## Why rocksalt PIr has no closed shell

The row GAMMA looks wrong. When six neighbours surround a metal atom octahedrally, its five d orbitals split into a lower threefold level, $t_{2g}$, and a higher twofold one, $e_g$. With six d electrons paired in the lower level, the twofold level should be empty. At GAMMA a twofold level is filled, at −3.01 eV, while a threefold level stands empty at 0.25 eV. Energies count from the Fermi energy, up to which levels are filled.

Energy levels of rocksalt PIr (Fm-3m, cubic edge 4.930 Å, relaxed with PAW and then held fixed), from Ansatz 0.2.0 with all-electron LAPW and LDA, scalar-relativistic and without spin polarization. The k mesh is 13 × 13 × 13 and the Fermi-Dirac smearing 0.05 eV. Energies are relative to the Fermi energy, and k is in reciprocal vectors of the two-atom primitive cell.

```tsv
k-point	k in reciprocal vectors	band -4 (eV)	band -3 (eV)	band -2 (eV)	band -1 (eV)	band +1 (eV)	band +2 (eV)	band +3 (eV)
GAMMA	0 0 0	-3.10	-3.10	-3.01	-3.01	0.25	0.25	0.25
X	0.5 0 0.5	-2.03	-0.69	-0.69	-0.19	3.10	10.36	n/a
U	0.625 0.25 0.625	-4.39	-2.32	-1.01	-0.13	0.10	1.43	5.41
K	0.375 0.375 0.75	-4.39	-2.32	-1.01	-0.13	0.10	1.43	5.41
L	0.5 0.5 0.5	-5.39	-1.24	-1.24	-0.42	4.03	6.12	6.12
W	0.5 0.25 0.75	-1.01	-0.72	-0.72	-0.68	0.62	8.26	9.67
```

The expectation comes from a simple electron count. Iridium brings nine valence electrons and phosphorus five, enough for seven bands with two electrons each. Phosphorus 3s and 3p take four of these bands, and iridium $t_{2g}$ takes the other three. If the same seven were filled at every wave vector $k$, with a gap above them, PIr would be an insulator.

The calculation fills a different number of bands at different $k$. Matched by energy to the band ranges of the same calculation, the rows have six filled valence bands at GAMMA, nine at X, eight at W and seven at L and K. (U is the same point as K under another name.) The mesh behind those ranges contains only GAMMA of these points, so a level may lie slightly outside its range, by 0.28 eV at most. The heads "band −1" and "band +1" mean the highest filled and lowest empty level at each point, so a column does not follow one band through the crystal. What needs explaining is why the filled count changes.

### A splitting that belongs to the atom

The tempting explanation treats the octahedral splitting as a property of each iridium atom in the field of its neighbours. At L this looks convincing. Seven bands are filled, and an empty pair at 6.12 eV lies 7.36 eV above a filled pair, much as $e_g$ should lie above levels derived from $t_{2g}$.

A splitting fixed on the atom must also be present at GAMMA, and there it is not. The filled twofold level lies only 0.09 eV above one threefold level, whose third member the table cuts off, and 3.26 eV below the other. One of these triplets is iridium $t_{2g}$ and the other phosphorus 3p. Whichever way they are assigned, $e_g$ does not stand several electronvolts above $t_{2g}$.

The energies favour the lower triplet as $t_{2g}$. Both the octahedral field and the overlap between iridium neighbours put $e_g$ above $t_{2g}$ at GAMMA, so a $t_{2g}$ level far above $e_g$ would have no evident cause. The empty triplet is then phosphorus 3p. The textbook ion P³⁻ thus fails at this point, along with the textbook splitting.

A second explanation goes to the opposite extreme. Suppose that phosphorus 3s and 3p and iridium 5d all lie below the Fermi energy and do not mix. Nine bands would then be filled, as they are at X. This cannot hold throughout the crystal, because nine bands take eighteen electrons and only fourteen are available.

### A splitting that depends on phase

The third explanation keeps the nine levels but lets iridium $e_g$ mix with phosphorus 3p by an amount that depends on $k$. Mixing makes a bonding level, which goes down, and an antibonding level, which goes up. In a molecule the ligand orbitals can always combine with the signs that suit the metal orbital. In a crystal the wave vector dictates those signs.

Take an iridium atom with phosphorus neighbours at distances $+a/2$ and $-a/2$ along an axis $i$, where $a$ is the edge of the cubic cell. The d orbital that points along this axis has the same sign on both sides. A p orbital turns a positive lobe towards iridium from one side and a negative lobe from the other. If $V$ is the coupling to one neighbour, the wave adds its phases and the total is

$$
V\left(e^{ik_i a/2}-e^{-ik_i a/2}\right)=2iV\sin(k_i a/2).
$$

The two contributions cancel when the sine is zero and reinforce each other when it is one.

There are three such d orbitals, one for each axis, but they are built from only two independent $e_g$ functions. The number of antibonding levels is therefore the number of axes with a nonzero sine, and never more than two. The model assumes that these levels end up empty and that all the rest of the nine are filled. The filled count is then nine less the number of antibonding levels, with no adjustable constant. The assumption can hold only where each sine is either zero or large, as at the points of the table, because a small sine gives a small push.

The point W shows how the rule works. Its wave vector, written along the cubic axes, is $(2\pi/a)(1/2,\,1,\,0)$, so the three sines are $\sin(\pi/2)=1$, $\sin\pi=0$ and $\sin 0=0$. One axis couples, one antibonding level is pushed up, and $9-1=8$ bands remain filled. The calculation has eight. The antibonding level is probably not the lowest empty one, at 0.62 eV. The coupling at W is $2V$, against $\sqrt{6}\,V$ at L, so the push should be of similar size, and the level at 8.26 eV fits better. The level at 0.62 eV is then expected to be the other $e_g$ function, raised by a partner the model leaves out, phosphorus 3s. An s orbital has the same sign on both sides of iridium, so its coupling goes with cosines: it cancels at GAMMA and L and is large at X, W and K. With two levels empty, eight filled bands need a tenth level, and iridium 6s, which can mix with $e_g$ at these points, is the likely one. On this reading the count at W is right because two omissions cancel.

At L all three components are one half, and every sine equals one. Both $e_g$ functions find a partner, so two levels leave the filled set and seven remain. On this reading the empty pair at 6.12 eV is the antibonding pair of $e_g$ and 3p. The single empty level at 4.03 eV is then a tenth level, outside the nine of the model. The large splitting at L is thus mainly a product of mixing at that wave vector, with overlap between phosphorus atoms expected to raise the pair further, and the atomic picture went wrong by carrying it over to the whole crystal.

The phase rule gives the right count at four of the five distinct points, as the output after the text shows; the fixed splitting manages two. The score flatters the rule, since at X and W the omitted phosphorus 3s and iridium 6s are expected to cancel in the count. The firm evidence is the contrast between GAMMA and L, where the 3s coupling vanishes. The success at K is narrow. There the sines are smaller than one, the push is weaker, and levels at −0.13 and 0.10 eV lie on either side of the Fermi energy. Spin–orbit coupling, which the calculation leaves out, typically shifts iridium 5d levels by some tenths of an electronvolt and could change that count, or the one at X, where the highest filled level lies at −0.19 eV. So could the size of the cell, which is larger than this LDA calculation would choose.

### Back to GAMMA

GAMMA is where the rule fails. All sines are zero there, so it correctly leaves $e_g$ unmixed and filled. But it then predicts nine filled bands, while the calculation has six. The three levels in excess are the phosphorus 3p triplet, which the rule assumed to be filled.

The likely reason is the overlap of phosphorus atoms with one another. At GAMMA the p orbitals on all phosphorus atoms have the same orientation and sign. The nearest phosphorus neighbours lie along the face diagonals. Eight of the twelve sit at 45° to the lobes, and towards them a positive lobe meets a negative one, which is antibonding. This outweighs the side-on bonding and raises the energy. Mixing with iridium d cannot offset this, since it vanishes at GAMMA. This step was added after the failure was seen, so the count at GAMMA does not test it.

On this reading the metal has a simple description. Near GAMMA, phosphorus overlap lifts 3p levels above the Fermi energy and empties them. At X, where iridium $e_g$ again finds no phosphorus 3p partner, the 3p levels and one $e_g$ function stay low and take electrons. The other $e_g$ function is expected to be raised by phosphorus 3s and shared, with iridium 6s, between the filled level at −0.19 eV and the empty one at 3.10 eV. The seventh and eighth valence bands overlap by 1.43 eV, so electrons can pass from one to the other without crossing a gap. Whether PIr would form in this structure is not tested here.

For anyone judging whether such a compound should conduct, the row L carries a warning. Its highest filled and lowest empty levels are 4.45 eV apart, which resembles the gap of a good insulator. That spacing belongs to one wave vector only. A band gap requires the highest filled level anywhere in the crystal to lie below the lowest empty level anywhere else.

Scandium nitride, with the same structure but an early transition metal, shows the same phases at work with a different filling. Its eight valence electrons fill the nitrogen levels and leave the metal d levels empty. The top of the p bands lies at GAMMA, where overlap between nitrogen atoms raises them and mixing with d does not lower them. The lowest d level lies at X, where mixing with p does not raise it and overlap between metal atoms lowers it. Scandium nitride is accordingly known as a semiconductor whose gap runs from GAMMA to X. In PIr the d levels lie much lower relative to the p levels, and the bands overlap.

Printed output of the fit:

```
Filled valence bands, computed and by three pictures:
    row  computed  fixed ligand field  no mixing  nonzero sines  antibonding levels  sigma mixing
  GAMMA         6                   7          9              0                   0             9
      X         9                   7          9              0                   0             9
      U         7                   7          9              2                   2             7
      K         7                   7          9              2                   2             7
      L         7                   7          9              3                   2             7
      W         8                   7          9              1                   1             8
Distinct points (U left out as equal to K) met by the fixed ligand field: 2
Distinct points met by no mixing: 1
Distinct points met by sigma mixing: 4
Largest distance of a level outside its assigned band range on the mesh, eV: 0.2838
GAMMA, twofold level less lower triplet, eV: 0.09
GAMMA, twofold level less upper triplet, eV: -3.26
GAMMA, upper triplet less lower triplet, eV: 3.35
L, empty pair less filled pair at bands -3 and -2, eV: 7.36
L, local spacing between band -1 and band +1, eV: 4.45
X, local spacing between band -1 and band +1, eV: 3.29
Overlap of seventh and eighth valence band on the mesh, eV: 1.429
K, occupation of band -1 at 0.05 eV smearing: 0.9309
K, occupation of band +1 at 0.05 eV smearing: 0.1192
```
